# The scissors operator: renormalised velocity matrix elements and the rigid shift of $\varepsilon_2$

## Premises

A Kohn–Sham band structure of wurtzite ZnO in a local functional has a gap of typically 0.8 eV. Suppose we want to work with 3.4 eV, so every empty band is lifted by $\Delta=2.6$ eV, more than three times the starting gap. I will derive what this does to the optical spectrum. I use atomic units, $\hbar=m=e=4\pi\varepsilon_0=1$, and convert at the end.

1. Electrons are independent and move in a periodic Hamiltonian $H^0$ with Bloch states $e^{i\mathbf k\cdot\mathbf r}u_{n\mathbf k}$. Spin gives a factor 2.
2. At zero temperature the bands $v$ are full and the bands $c$ are empty, and $E_{cv}(\mathbf k)=E^0_{c\mathbf k}-E^0_{v\mathbf k}\ge E_g>0$ at every $\mathbf k$.
3. The corrected Hamiltonian is $H=H^0+\Delta\,Q$, with one constant $\Delta>0$. Here $Q=\sum_{c\mathbf k}|c\mathbf k\rangle\langle c\mathbf k|=1-P$, and $P$ projects on the filled states.
4. The response is linear and taken at long wavelength, without local fields and without electron–hole attraction.

$Q$ is diagonal in the eigenstates of $H^0$, so $H$ has the same eigenstates. Filled levels stay and empty ones rise by $\Delta$: $E_{cv}\to E_{cv}+\Delta$.

## Step 1: the dielectric function needs only overlaps

Perturb the crystal, of volume $V$, with a scalar potential $\propto e^{i\mathbf q\cdot\mathbf r-i\omega t}$. A scalar potential is simply added to $H$, whether $H$ is local or not. First-order perturbation theory gives the density response

$$\chi^0=\frac{2}{V}\sum_{nm}\frac{(f_n-f_m)\,|\langle m|e^{i\mathbf q\cdot\mathbf r}|n\rangle|^2}{\omega+E_n-E_m+i\eta},\qquad \varepsilon=1-\frac{4\pi}{q^2}\chi^0 .$$

Only filled–empty pairs survive. The matrix element is the overlap $\langle u_{c,\mathbf k+\mathbf q}|u_{v\mathbf k}\rangle$. It vanishes at $\mathbf q=0$, and differentiating $\langle u_c|u_v\rangle=0$ gives $\langle\nabla u_c|u_v\rangle=-\langle u_c|\nabla u_v\rangle$. Therefore

$$\langle u_{c,\mathbf k+\mathbf q}|u_{v\mathbf k}\rangle=i\,\mathbf q\cdot\mathbf r_{cv}+O(q^2),\qquad \mathbf r_{cv}\equiv i\langle u_{c\mathbf k}|\nabla_{\mathbf k}u_{v\mathbf k}\rangle. \tag{1}$$

Let $r_{cv}$ be the component along $\hat{\mathbf q}$, which in wurtzite we take parallel or perpendicular to the $c$ axis. The terms $(n,m)=(v,c)$ and $(c,v)$ both carry $q^2|r_{cv}|^2$, so

$$\varepsilon(\omega)=1+4\pi\frac{2}{V}\sum_{cv\mathbf k}|r_{cv}|^2\left[\frac{1}{E_{cv}-\omega-i\eta}+\frac{1}{E_{cv}+\omega+i\eta}\right]. \tag{2}$$

With $\mathrm{Im}\,(x-i\eta)^{-1}\to\pi\delta(x)$, for $\omega>0$,

$$\varepsilon_2(\omega)=\frac{8\pi^2}{V}\sum_{cv\mathbf k}|r_{cv}|^2\,\delta(E_{cv}-\omega). \tag{3}$$

Definition (1) contains wavefunctions and no energies. The scissors term leaves the wavefunctions alone, so $r_{cv}$ is unchanged.

**Question.** *The position operator is ill-defined in a periodic crystal. Is (1) safe?*

The trouble lies in the band-diagonal part of $\mathbf r$, which acts as a derivative in $\mathbf k$ and depends on the phases chosen for the $u$. The element between a filled and an empty band is the $q\to0$ slope of an overlap. A phase choice changes only its phase, and degeneracies among filled or among empty bands drop out of the sum, because $\sum_{cv}|\langle u_{c,\mathbf k+\mathbf q}|u_{v\mathbf k}\rangle|^2=\mathrm{Tr}\,Q_{\mathbf k+\mathbf q}P_{\mathbf k}$. Premise 2 makes $P_{\mathbf k}$ smooth.

## Step 2: the velocity operator

The velocity is $\mathbf v=i[H,\mathbf r]$. On the periodic functions the Hamiltonian is $H_{\mathbf k}=e^{-i\mathbf k\cdot\mathbf r}He^{i\mathbf k\cdot\mathbf r}$, and differentiating shows $\mathbf v_{\mathbf k}=\nabla_{\mathbf k}H_{\mathbf k}$. Write $\partial$ for the derivative along $\hat{\mathbf q}$. Differentiate $H^0_{\mathbf k}u_v=E^0_vu_v$ and project on $u_c$:

$$\langle u_c|\partial H^0|u_v\rangle+E^0_c\langle u_c|\partial u_v\rangle=E^0_v\langle u_c|\partial u_v\rangle .$$

By (1), $\langle u_c|\partial u_v\rangle=-ir_{cv}$, so

$$v^0_{cv}=iE_{cv}\,r_{cv}. \tag{4}$$

For $H^0=p^2/2+V(\mathbf r)$ the velocity $v^0$ is the momentum. With a non-local pseudopotential it includes that commutator as well, and (4) still holds.

The kernel $Q(\mathbf r,\mathbf r')$ is non-local, so $Q$ does not commute with $\mathbf r$. From $P_{\mathbf k}=\sum_{v'}|u_{v'}\rangle\langle u_{v'}|$,

$$\partial Q=-\partial P=-\sum_{v'}\big(|\partial u_{v'}\rangle\langle u_{v'}|+|u_{v'}\rangle\langle\partial u_{v'}|\big).$$

Between $\langle u_c|$ and $|u_v\rangle$ the second term dies because $\langle u_c|u_{v'}\rangle=0$, and the first keeps $v'=v$. Thus $\langle u_c|\partial Q|u_v\rangle=-\langle u_c|\partial u_v\rangle=ir_{cv}$. Adding this to (4),

$$v_{cv}=i(E_{cv}+\Delta)\,r_{cv}=v^0_{cv}\,\frac{E_{cv}+\Delta}{E_{cv}}. \tag{5}$$

The other blocks follow from $P^2=P$. Differentiating gives $\partial P=\partial P\,P+P\,\partial P$. Multiplying by $P$ on both sides gives $P\,\partial P\,P=2P\,\partial P\,P=0$, and multiplying by $Q$ on both sides gives $Q\,\partial P\,Q=0$. So $v_{vv'}$ and $v_{cc'}$ are unchanged, group velocities included, as rigidly shifted bands demand. This treatment of the scissors term goes back to Levine and Allan (1989) and Del Sole and Girlanda (1993).

## Step 3: the rigid shift

Put the new energies into (3) with the old $r_{cv}$. In velocity form $|r_{cv}|^2=|v_{cv}|^2/(E_{cv}+\Delta)^2=|v^0_{cv}|^2/E_{cv}^2$, which is the same weight. Since $\delta(E_{cv}+\Delta-\omega)=\delta\big(E_{cv}-(\omega-\Delta)\big)$,

$$\varepsilon_2^{\Delta}(\omega)=\varepsilon_2^{0}(\omega-\Delta)\,\theta(\omega-\Delta),\qquad\omega>0. \tag{6}$$

The step function is needed. The full $\varepsilon_2^0$ is odd in frequency and is non-zero for arguments below $-E_g$. When $\Delta>E_g$, as in ZnO, a literal shift of the odd function would put negative absorption at $0<\omega<\Delta-E_g$. The positive-frequency branch moves up and the negative one moves down.

**Question.** *Most codes print momentum matrix elements. What if I keep them and only shift the energies?*

Then the weight is $|v^0_{cv}|^2/(E_{cv}+\Delta)^2$, and on the delta function $E_{cv}=\omega-\Delta$, so

$$\varepsilon_2^{\rm naive}(\omega)=\left(\frac{\omega-\Delta}{\omega}\right)^{2}\varepsilon_2^{\Delta}(\omega). \tag{7}$$

This takes energies from $H$ and the velocity from $H^0$. It violates the identity $v_{cv}=i(E_c-E_v)r_{cv}$, which every Hamiltonian obeys with its own eigenvalues, so it is not the response of $H$.

**Question.** *Does the real part shift too?*

No. Define $R(z)=\frac1\pi\int_0^\infty\varepsilon_2^0(x)\,(x-z)^{-1}dx$, with $z$ just above the real axis where $z\ge E_g$. By (2) and (3), for $\omega>-E_g$ we have $\varepsilon^0(\omega)=1+R(\omega)+R(-\omega)$, and for $\omega>0$ we have $\varepsilon^\Delta(\omega)=1+R(\omega-\Delta)+R(-\omega-\Delta)$. For $\omega>0$ and $\omega>\Delta-E_g$,

$$\varepsilon^\Delta(\omega)-\varepsilon^0(\omega-\Delta)=R(-\omega-\Delta)-R(\Delta-\omega)<0. \tag{8}$$

The difference is real, and it is negative because $x+\omega+\Delta>x+\omega-\Delta>0$. The resonant half shifts, while the antiresonant half moves the other way. Refractive index, reflectivity, loss function and absorption coefficient therefore do not shift rigidly. At zero frequency

$$\varepsilon^\Delta_\infty-1=2R(-\Delta)=\frac{2}{\pi}\int_0^\infty\frac{\varepsilon_2^0(x)}{x+\Delta}\,dx, \tag{9}$$

where $\varepsilon_\infty$ is the electronic, clamped-ion static constant.

## Step 4: the $f$-sum

Define moments $M_j=\int_0^\infty\omega^j\varepsilon_2\,d\omega$. Substituting $x=\omega-\Delta$ in (6) gives $M_0^\Delta=M_0^0$ and

$$M_1^\Delta=\int_0^\infty(x+\Delta)\,\varepsilon_2^0(x)\,dx=M_1^0+\Delta\,M_0^0. \tag{10}$$

I now show that (10) is the sum rule proper to $H$. Second-order perturbation theory in $\delta k$, applied to any $H_{\mathbf k}$, gives

$$\partial^2E_v=\langle u_v|\partial^2H|u_v\rangle-\sum_{m\ne v}\frac{2|v_{mv}|^2}{E_m-E_v}.$$

Sum over all filled bands and over the zone. The left side is the zone sum of a derivative of a periodic function and vanishes. Pairs of filled bands cancel, because the denominator is odd under exchange. With $E$ the transition energy of the Hamiltonian in use, what remains is

$$D\equiv\frac2V\sum_{\mathbf k}\mathrm{Tr}\,P\,\partial^2H=\frac2V\sum_{cv\mathbf k}\frac{2|v_{cv}|^2}{E}=\frac2V\sum_{cv\mathbf k}2E\,|r_{cv}|^2=\frac{M_1}{2\pi^2}, \tag{11}$$

where the last step uses (3). For a local $H^0$, $\partial^2H^0=1$ and $D^0=n$, the electron density. That gives $M_1^0=2\pi^2n=\frac\pi2\omega_p^2$ with $\omega_p^2=4\pi n$.

For the scissors term, differentiate $P^2=P$ twice: $\partial^2P=\partial^2P\,P+2(\partial P)^2+P\,\partial^2P$. Multiply by $P$ and take the trace: $\mathrm{Tr}\,P\partial^2P=2\,\mathrm{Tr}\,P\partial^2P+2\,\mathrm{Tr}\,P(\partial P)^2$. Since $\partial P$ connects only filled and empty states, $\mathrm{Tr}\,P(\partial P)^2=\sum_{cv}|r_{cv}|^2$. Hence

$$\mathrm{Tr}\,P\,\partial^2Q=2\sum_{cv}|r_{cv}|^2,\qquad D^\Delta=D^0+\Delta\,\frac{2}{V}\sum_{cv\mathbf k}2|r_{cv}|^2=D^0+\frac{\Delta M_0^0}{2\pi^2}. \tag{12}$$

Multiplying by $2\pi^2$ reproduces (10) by a route that never used the shifted spectrum.

**Question.** *I work with a vector potential. Do I get the same answer?*

Yes, if you carry (12) along. A uniform field $\mathcal E=-\partial_tA$ enters as $H_{\mathbf k+\mathbf A}$, because the unitary map $e^{-i\mathbf A\cdot\mathbf r}$ carries the coupling $\mathcal E\cdot\mathbf r$ into that form for any $H$. The perturbation is $Av$, and the current operator is $-(v+A\,\partial^2H)/V$. First-order theory gives $j=KA$. With $\mathcal E=i\omega A$ and $j=-i\omega\mathcal P$ for the polarisation $\mathcal P$,

$$\varepsilon=1+\frac{4\pi K}{\omega^2},\qquad K=\frac2V\sum|v_{cv}|^2\left[\frac1{E-\omega}+\frac1{E+\omega}\right]-D .$$

Insert $D$ from (11) and use

$$\frac1{E-\omega}+\frac1{E+\omega}-\frac2E=\frac{\omega^2}{E^2}\,\frac{2E}{E^2-\omega^2}.$$

The $\omega^2$ cancels, $|v_{cv}|^2/E^2=|r_{cv}|^2$, and (2) returns. If you renormalise $v_{cv}$ but keep $D=n$, a term $4\pi(D^\Delta-n)/\omega^2$ is left in $\varepsilon_1$ and diverges at zero frequency, which an insulator cannot do.

**Question.** *No electrons were added. Surely the $f$-sum cannot grow?*

For the non-relativistic many-electron Hamiltonian with local potentials and Coulomb repulsion, only the kinetic energy fails to commute with the dipole operator, and $M_1=2\pi^2n$ exactly. So (10) is exact for the model and is an excess with respect to the exact rule. The scissors term stands in for a non-local self-energy, and a conserving response theory pairs the self-energy with an electron–hole kernel that moves weight to lower frequency. Hartree–Fock is the textbook case: the independent-particle spectrum on Hartree–Fock levels does not obey the rule with $n$, while time-dependent Hartree–Fock does in a complete basis. Premise 4 dropped that kernel.

## Two bounds that need no spectrum

Equation (9) at $\Delta=0$ gives $M^0_{-1}=\frac\pi2(\varepsilon^0_\infty-1)$. Define the Penn-type average gap by $E_P^2=M_1^0/M_{-1}^0=\omega_p^2/(\varepsilon_\infty^0-1)$. The Cauchy–Schwarz inequality $M_0^2\le M_1M_{-1}$ turns (10) into

$$\frac{M_1^\Delta-M_1^0}{M_1^0}\le\frac{\Delta}{E_P}. \tag{13}$$

Next average with the normalised weight $\varepsilon^0_2(x)/(xM^0_{-1})$, for which $\langle x^2\rangle=E_P^2$. By (9), $(\varepsilon^\Delta_\infty-1)/(\varepsilon^0_\infty-1)=\langle x/(x+\Delta)\rangle$. As a function of $s=x^2$ the averaged quantity has second derivative $-\Delta(3x+\Delta)/[4x^3(x+\Delta)^3]<0$, so Jensen's inequality bounds the mean from above. The function increases with $x$ and $x\ge E_g$, which bounds it from below:

$$\frac{E_g}{E_g+\Delta}\le\frac{\varepsilon^\Delta_\infty-1}{\varepsilon^0_\infty-1}\le\frac{E_P}{E_P+\Delta}. \tag{14}$$

A single oscillator at $E_P$ saturates both upper bounds.

## Range of validity

Equations (5), (6) and (10) are exact under the four premises, with no expansion in $\Delta/E_g$. They fail or change in these cases.

- **No gap to start from.** If $H^0$ closes or inverts the direct gap, $P_{\mathbf k}$ is not smooth or holds the wrong states.
- **Shifts that depend on band and $\mathbf k$.** With fixed wavefunctions the proof of (4) gives (5) with $\Delta\to\Delta_{c\mathbf k}-\Delta_{v\mathbf k}$, but each transition moves by its own amount and (6) is lost. In ZnO, quasiparticle treatments typically lower the Zn $3d$ bands by approximately 1 to 2 eV relative to the valence-band top, a sizeable fraction of $\Delta$.
- **Changed wavefunctions.** A self-energy with off-diagonal elements, such as one that alters the O $2p$–Zn $3d$ mixing, changes $r_{cv}$.
- **Local fields.** The macroscopic function then comes from inverting a matrix that contains real parts, which obey relations like (8), so the shift is only approximate.
- **Excitons.** These reshape the edge, with a size given below.
- **Doping and nonlinear response.** Free carriers add transitions among $c$ states that do not shift. In nonlinear response higher derivatives of $Q$ enter the velocity form, and (5) alone is not sufficient.

## Illustration: ZnO with $\Delta=2.6$ eV

The inputs are approximate: $E_g=0.8$ eV, target gap 3.4 eV, $a=3.25$ Å, $c=5.21$ Å, two formula units per cell, and $\varepsilon^0_\infty=5.0$ taken as an independent-particle value. $\Delta$ is chosen to give the target gap, so that gap is no result. I carry three or four figures in intermediates and trust two. In hartree, $E_g=0.0294$, $\Delta=0.0955$ and $E_g+\Delta=0.1249$.

**Matrix elements.** At the edge, (5) multiplies the velocity by $3.4/0.8=4.25$.

| $E_{cv}$ (eV) | $E_{cv}+\Delta$ (eV) | $\lvert v/v^0\rvert^2$ | naive factor (7) |
|---|---|---|---|
| 0.8 | 3.4 | 18 | 0.055 |
| 1.8 | 4.4 | 6.0 | 0.17 |
| 16.1 | 18.7 | 1.35 | 0.74 |

**Edge shape.** Take two parabolic bands with reduced mass $\mu$ and constant $|v^0_{cv}|=p$, and set $x=\omega-E_g$. The number of $\mathbf k$ states per volume below $x$ is $\frac{4\pi}{3}(2\mu x)^{3/2}/(2\pi)^3$. Its derivative replaces the delta sum in (3), and $|r|^2=p^2/\omega^2$, so $\varepsilon_2^0=B\sqrt{\omega-E_g}/\omega^2$ with $B=2(2\mu)^{3/2}p^2$. The logarithmic derivative vanishes at $\omega=4E_g/3=1.07$ eV. Equation (6) moves this maximum to 3.67 eV. The naive curve, $B\sqrt{\omega-E_g-\Delta}/\omega^2$, peaks at 4.53 eV. For the static constant, with $b=E_g+\Delta$, (9) needs

$$\int_0^\infty\frac{\sqrt x\,dx}{(x+E_g)^2(x+b)}=\frac{\pi}{2\sqrt{E_g}\,(\sqrt{E_g}+\sqrt b)^2},$$

which follows from $x=t^2$ and partial fractions. Dividing by its value at $b=E_g$, the contribution of this band pair to $\varepsilon_\infty-1$ falls by the factor $4/(1+\sqrt{b/E_g})^2=0.43$. Cutting both integrals at $x=3$ eV, where parabolic bands are doubtful, gives 0.37, so the factor is about 0.4. The naive curve gives $(E_g/b)^{3/2}=0.11$.

**Sum rule.** The cell volume is $\frac{\sqrt3}2a^2c=321.6$ bohr³. Count 18 electrons per formula unit (Zn $3d^{10}4s^2$, O $2s^22p^4$) as the electrons of a local model. Then $n=36/321.6=0.1119$, $\omega_p=1.186$, $E_P=\omega_p/2=0.593$, $M_1^0=2.21$ and $M_{-1}^0=6.28$. It follows that $M_0^0\le3.73$ and $\Delta M_0^0\le0.356$. The relative growth (13) is at most 0.161, which reads as up to 2.9 spurious electrons per formula unit. The upper ratio in (14) is 0.86, so $1.9\le\varepsilon_\infty^\Delta\le4.4$. For the saturating oscillator, $M_0^0/\pi=(\varepsilon_\infty^0-1)E_P/2=2E_P$, and at the new gap (8) gives $2E_P[(E_P+\omega+\Delta)^{-1}-(E_P+\omega-\Delta)^{-1}]=-0.45$. The spurious term from keeping $D=n$ would there be $0.161\,\omega_p^2/\omega^2\approx15$.

**Conversion.** Restoring units, $\varepsilon_2=(2\pi e^2/\varepsilon_0V)\sum|r_{cv}|^2\delta(E_{cv}-\hbar\omega)$, the shift is $\omega\to\omega-\Delta/\hbar$, and $\int\omega\varepsilon_2\,d\omega$ grows by $(\Delta/\hbar)\int\varepsilon_2\,d\omega$. For ZnO, $\hbar\omega_p=32.3$ eV, $E_P=16.1$ eV and $\hbar^2M_1^0=1.6\times10^3$ eV². The growth is at most $2.6\times10^2$ eV², or 16 %.

**Question.** *Is the count of 18 electrons legitimate?*

Only approximately. Restricting (11) to valence states leaves uncancelled, Pauli-blocked terms towards the cores, so the upward sum exceeds 18 electrons. The strict local, non-relativistic case counts all 38. That scales $E_P$ by $\sqrt{38/18}$ to 23.4 eV and gives a growth of at most 11 % of the larger total, with $\varepsilon^\Delta_\infty\le4.6$.

**Question.** *How large are the neglected effects next to these numbers?*

They are comparable. Local fields typically lower $\varepsilon_\infty$ by 5 to 10 %, that is 0.25 to 0.5 here, against a scissors reduction of at least 0.4 with all electrons counted or 0.6 with 18. For excitons take a typical binding energy $R_x\approx60$ meV. Elliott's (1957) continuum factor for hydrogenic excitons is $2\pi\nu/(1-e^{-2\pi\nu})$ with $\nu=\sqrt{R_x/x}$. At $x=1$ eV, $\nu=0.245$ and the factor is 2.0. The largest uncertainty is premise 3 itself. The scissors keep $|r_{cv}|=|v^0_{cv}|/E_g$ with the small starting gap in the denominator. A different local Hamiltonian that had a 3.4 eV gap and about the same momentum element would, by (4), have an edge $|r_{cv}|^2$ smaller by the factor 18 of the table. How close a quasiparticle Hamiltonian comes to either case depends on how non-local its self-energy is and how far it changes the states, and the scissors model assumes this answer without computing it.